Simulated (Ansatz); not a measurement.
# Ni: the change of energy above lowest point with volume scale

Results calculated with Ansatz 0.2.0, not measured. Free energy against uniform scaling of the volume at fixed shape and fractions; periodic cell, basis, potentials, k mesh and filling as listed.

The cell before it is scaled or strained (space group Im-3m, No. 229):
```
Ni
1.0
     -1.3837     1.3837     1.3837
      1.3837    -1.3837     1.3837
      1.3837     1.3837    -1.3837
Ni
1
Direct
  0.00000 0.00000 0.00000
```

Settings of every row: functional PBEsol; dispersion none; potentials all-electron LAPW; k mesh 14x14x14; k shift 0x0x0; occupations gaussian; smearing width 0.01 eV; spin collinear; SCF threshold exponent -5.

Limits: coarse k mesh, up to 40 meV an atom off; loose SCF threshold; the cell comes from a prototype or a list of computed structures and needn't be the stable phase; with one magnetic atom in the cell only parallel moments are possible.

| row | volume scale | V (Å³/atom) | energy above lowest point (meV/atom) |
| --- | --- | --- | --- |
| 1 | 0.92 | 9.749 | 37.1 |
| 2 | 0.96 | 10.173 | 4.4 |
| 3 | 1 | 10.597 | 0 |
| 4 | 1.04 | 11.021 | ? |
| 5 | 1.08 | 11.445 | 53.8 |

Question: what energy above lowest point should row 4 give?

Worked fit of energy above lowest point. Take u = (V_r/V)^(2/3) − 1 with V_r = 10.385 Å³ an atom, which is twice the finite (Eulerian) strain; such expansions in the strain, on which the Birch-Murnaghan equation of state is built, carry the rest volume and the bulk modulus. The shown rows have u = 0.04303, 0.01385, -0.01338, -0.06274. Least squares give energy above lowest point = −0.89 + 167.9 × u + 16578 × u² meV/atom; a straight line predicts inner rows, each left out in turn, worse (root mean square 29 against 0.43 meV/atom). The rows lie off it by 0.1, -0.2, 0.2, 0.0. Its lowest point lies at u = -0.0051, or V = 10.46 Å³ an atom, and the curvature there gives the bulk modulus at fixed shape and fractions, B = (4/9)(1 + u)² E″(u)/V = 223 GPa. The withheld row has u = -0.03885, so the fit gives −0.89 + 167.9 × (-0.03885) + 16578 × (-0.03885)² = 17.6 meV/atom.

The calculation gave 18 meV/atom. The fit lies 0.4 meV/atom (2.2 % of the value, 0.74 % of the column's range) below it; its largest miss of a shown row is 0.2 meV/atom.
